In this molecule, a tin atom carrying one chlorine and three silicate groups, the semilocal functional revPBE fails at both edges of the gap. It puts the filled levels several electronvolts too high and the lowest empty level too low, so that the gap comes out at 4.1 eV where LC-wPBE gives 12.0 eV. The sign of the failure can be read from the way the levels move when exact exchange is added: filled ones sink and empty ones rise.

Orbital energies of ClH9O12Si3Sn (SMILES O[Si](O)(O)[O][Sn]([Cl])([O][Si](O)(O)O)[O][Si](O)(O)O) in the gas phase, from Ansatz 0.2.0 with four density functionals and the def2-TZVPP basis (def2 core potential on Sn) at the PBE0-D4/def2-TZVP geometry. Orbitals are counted from the HOMO (index 0; 1 is the LUMO) and matched between functionals by energy order alone.

| orbital index | revPBE (eV) | B97M-V (eV) | BHLYP (eV) | LC-wPBE (eV) | LC-wPBE less revPBE (eV) |
| --- | --- | --- | --- | --- | --- |
| -14 | -8.54 | -9.15 | -12.14 | -13.39 | -4.84 |
| -13 | -8.45 | -9.06 | -12.05 | -13.30 | -4.84 |
| -12 | -8.38 | -8.99 | -11.99 | -13.23 | -4.85 |
| -11 | -8.33 | -8.92 | -11.90 | -13.14 | -4.81 |
| -10 | -8.25 | -8.84 | -11.76 | -13.00 | -4.75 |
| -9 | -8.18 | -8.76 | -11.67 | -12.89 | -4.71 |
| -8 | -8.14 | -8.71 | -11.55 | -12.80 | -4.66 |
| -7 | -8.06 | -8.66 | -11.38 | -12.71 | -4.65 |
| -6 | -7.92 | -8.52 | -11.28 | -12.68 | -4.76 |
| -5 | -7.80 | -8.40 | -11.25 | -12.54 | -4.74 |
| -4 | -7.72 | -8.31 | -11.18 | -12.46 | -4.75 |
| -3 | -7.67 | -8.24 | -11.06 | -12.35 | -4.68 |
| -2 | -7.41 | -8.00 | -10.94 | -12.13 | -4.72 |
| -1 | -7.36 | -7.95 | -10.91 | -12.12 | -4.76 |
| 0 | -7.19 | -7.78 | -10.77 | -11.95 | -4.76 |
| 1 | -3.06 | -2.96 | -1.26 | 0.07 | 3.13 |
| 2 | -0.63 | -0.56 | 0.85 | 2.27 | 2.90 |
| 3 | -0.41 | -0.33 | 0.99 | 2.41 | 2.81 |

Two rows carry most of the story, the highest filled level (HOMO, orbital index 0) and the lowest empty one (LUMO, index 1). From revPBE to LC-wPBE the first falls by 4.76 eV and the second rises by 3.13 eV. A mere change in the zero of energy would have carried both in the same direction. Here the middle of the gap moves by only 0.8 eV while its edges move far apart.

A comparison of revPBE with B97M-V alone would have hidden the trouble. B97M-V is the more elaborate functional, yet it lowers the HOMO by only 0.6 eV and covers about 9 % of the change in gap that LC-wPBE brings. The two agree fairly well because they share an error: neither contains exact exchange. Agreement between functionals is reassuring only if they differ in the ingredient that is under suspicion.

Why that ingredient matters can be seen by adding an electron in small portions while the other electrons are held fixed. Let $f$ be the fraction already present and $U$ the repulsion of the full electron's charge cloud with itself. The classical Coulomb energy then contains a spurious term $Uf^2/2$, since an electron doesn't repel itself. Exact exchange cancels it at every $f$. Semilocal exchange cancels it roughly at $f=0$ and $f=1$, but in between it changes almost in proportion to $f$, which leaves an error

$$\Delta E \approx \frac{U}{2}\,(f^2-f), \qquad \frac{d\,\Delta E}{df} \approx U\left(f-\tfrac12\right).$$

An orbital energy is the slope of the total energy with respect to its occupation. For a filled level ($f=1$) the slope is too high by $U/2$, and for an empty one ($f=0$) it is too low by the same expression. This is how a functional can give sensible total energies for whole numbers of electrons and still give poor levels. The argument is strictest for the HOMO and the LUMO; for the levels beyond them it serves as an approximation.

The size of the error depends on how compact the charge cloud is, because a small cloud repels itself more strongly than a wide one. For an orbital that spreads over many atoms $U$ is small, yet the semilocal error doesn't vanish with it: part of it then sits in the total energy of the ion. The cloud is best read as an effective one, whose size stands for the strength of the error, and not as a picture of the orbital. That the HOMO shifts more than the LUMO therefore suggests a tighter effective cloud for the filled level. The orbital energies alone can't confirm this, but BHLYP offers a second view of it.

BHLYP uses 50 % exact exchange at every distance, whereas LC-wPBE uses 100 % at long range and none at short range. If only the long-range part mattered, BHLYP would make half of the LC-wPBE shift for every level. It makes 75 % of it for the HOMO but only 58 % for the LUMO. For a compact cloud much of the self-repulsion acts at short distances, where BHLYP corrects half of it and LC-wPBE corrects none. One percentage of exact exchange therefore can't stand for the strength of the correction.

This reasoning gives a simple estimate. If $b$ is the size of the BHLYP shift against revPBE, half of the self-repulsion term has been removed, and the whole term is $U/2=2b$. This is the shift that full exact exchange would bring with the other electrons held fixed. It isn't the distance to the true ionisation energy, because the other electrons relax once one is removed, which makes that distance smaller. For a Gaussian cloud the long-range part, which LC-wPBE removes, is

$$s=\frac{2b}{\sqrt{1+(2b/c)^2}}, \qquad c=\frac{\omega}{\sqrt{\pi}}\times 27.2\ \text{eV}.$$

Here $s$ is the predicted size of the LC-wPBE shift, and $\omega$, in units of 1/bohr, sets the distance at which exact exchange takes over. With the customary value of roughly 0.4, $c$ is about 6.1 eV. It is a ceiling: however compact the cloud, the long-range correction can't exceed it.

For the HOMO, BHLYP gives $b=10.77-7.19=3.58$ eV, so the whole term is estimated at 7.16 eV. The long-range part follows as

$$s=\frac{7.16}{\sqrt{1+(7.16/6.14)^2}}\approx 4.7\ \text{eV},$$

against 4.76 eV in the table. No LC-wPBE energy entered this estimate. The same steps give 3.1 eV for the LUMO, again close to the computed shift.

As the output below shows, the formula was applied to all 18 levels without adjusting a constant, and for the filled ones its typical miss is 0.14 eV, or 3 % of the shift. It falls at least slightly short for every level, and the fifteen filled shifts are so alike that they amount to little more than one test. Simply doubling the BHLYP shift would miss by 2.2 eV there, which supports the idea that range matters. The agreement does lean on $\omega$: with 0.3 instead of 0.4 the typical miss grows to 0.9 eV. The functionals also differ in their semilocal parts, but with B97M-V as the starting point BHLYP still makes a larger share of the shift for every filled level than for any empty one.

The formula is weaker for the upper two of the three empty levels listed (index 2 and 3), where it falls short by 0.2 to 0.3 eV and plain doubling does better. Doubling is right when hardly any of the repulsion acts at short distances, so a single Gaussian may be the wrong shape for these levels. They also lie above zero in BHLYP and LC-wPBE, which means that these two methods don't bind an electron there while the others are held fixed, and that its energy depends on how far the basis set lets it spread. The LC-wPBE LUMO, at 0.07 eV, is too close to zero for its sign to decide whether the molecule can hold an extra electron.

What survives in revPBE is the spread of the filled levels. The fifteen listed span about 1.4 eV both there and in LC-wPBE, because levels of equal rank sink by nearly the same amount. That width is thus much safer than the distance of the levels from the vacuum or from the LUMO. The order of the orbitals is less safe: the table matches them by rank alone, so a lone pair on chlorine could change places with several on oxygen without leaving a trace. Reading the revPBE HOMO as an ionisation energy of 7.2 eV, or its LUMO as an electron affinity of 3.1 eV, would turn the self-repulsion error into a supposed property of the molecule.

Numerical output:

```
HOMO-LUMO gap in revPBE (eV): 4.13
HOMO-LUMO gap in B97M-V (eV): 4.82
HOMO-LUMO gap in BHLYP (eV): 9.51
HOMO-LUMO gap in LC-wPBE (eV): 12.02
Gap change from revPBE to LC-wPBE (eV): 7.89
Midgap change from revPBE to LC-wPBE (eV): -0.815
HOMO change from revPBE to B97M-V (eV): -0.59
LUMO change from revPBE to B97M-V (eV): 0.1
Part of the gap change reached by B97M-V (percent): 8.745
Shifts against revPBE and range model:
  row  BHLYP shift (eV)  BHLYP share of LC-wPBE shift  model size of LC-wPBE shift (eV)  model less computed size (eV)
  -14              -3.6                        0.7438                             4.672                        -0.1677
  -13              -3.6                        0.7438                             4.672                        -0.1677
  -12             -3.61                        0.7443                             4.678                        -0.1722
  -11             -3.57                        0.7422                             4.656                        -0.1542
  -10             -3.51                        0.7389                             4.622                         -0.128
   -9             -3.49                         0.741                             4.611                       -0.09943
   -8             -3.41                        0.7318                             4.564                       -0.09645
   -7             -3.32                         0.714                             4.508                        -0.1416
   -6             -3.36                        0.7059                             4.533                        -0.2268
   -5             -3.45                        0.7278                             4.587                        -0.1527
   -4             -3.46                        0.7284                             4.593                        -0.1568
   -3             -3.39                        0.7244                             4.552                        -0.1285
   -2             -3.53                        0.7479                             4.633                        -0.0866
   -1             -3.55                        0.7458                             4.645                        -0.1153
    0             -3.58                        0.7521                             4.661                       -0.09867
    1               1.8                        0.5751                             3.106                       -0.02432
    2              1.48                        0.5103                             2.666                        -0.2336
    3               1.4                        0.4982                             2.548                        -0.2623
Ceiling of the long-range shift in the model (eV): 6.141
Range model, rms miss for filled levels (eV): 0.1441
Range model, rms miss for empty levels (eV): 0.2033
Plain doubling, rms miss for filled levels (eV): 2.243
Plain doubling, rms miss for empty levels (eV): 0.2736
Range model with omega 0.30, rms miss for filled levels (eV): 0.9077
Smallest BHLYP share for filled levels, B97M-V as baseline: 0.6635
Largest BHLYP share for empty levels, B97M-V as baseline: 0.5611
```
